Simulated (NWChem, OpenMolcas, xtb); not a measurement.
## BOF (SMILES O=BF): methods side by side

BOF has 3 atoms, charge 0, and is taken as a singlet. As SMILES, `O=BF`. The shape is that of a PBE0-D4/def2-TZVP optimisation.

```xyz
3

O     0.9831   -0.5651    0.4799
B     0.0203   -0.0116    0.0099
F    -1.0034    0.5768   -0.4898
```

Quantity: the dipole moment, in D. The values are calculated.

```tsv
level	kind	program	value (D)
GFN0-xTB	semi-empirical	xtb	2.23
HF/cc-pVTZ	Hartree–Fock	NWChem	2.39
SVWN5/cc-pVTZ	LDA	NWChem	2.02
BLYP/cc-pVTZ	GGA	OpenMolcas	2.03
r2SCAN/cc-pVTZ	meta-GGA	OpenMolcas	2.11
B3LYP/cc-pVTZ	global hybrid	NWChem	2.10
CAM-B3LYP/cc-pVTZ	range-separated hybrid	NWChem	2.14
wB97X/cc-pVTZ	range-separated hybrid	NWChem	2.17
```

The values span 2.02 to 2.39 D.

All the methods give BOF a substantial dipole moment. In this linear molecule the B–O and B–F bond dipoles point in opposite directions, so the total is the remainder of a partial cancellation. Both bonds are strongly polar, but fluorine returns π density to the empty boron p orbitals, which offsets part of its σ withdrawal. The negative end therefore probably lies at the terminal oxygen.

Hartree–Fock gives the largest value, 2.39 D, while SVWN5 and BLYP lie lowest and almost coincide. From BLYP through B3LYP to the range-separated hybrids the moment rises, probably because exact exchange favours a more ionic charge distribution. Exact exchange is not the only influence, however: r2SCAN, which has none, gives 2.11 D, marginally above B3LYP. The GFN0-xTB value falls between wB97X and Hartree–Fock, but this reflects a parametrised charge model and does not independently support a larger moment. Since only magnitudes are listed, the proposed polarity would need the dipole vector or the electron density to confirm it.
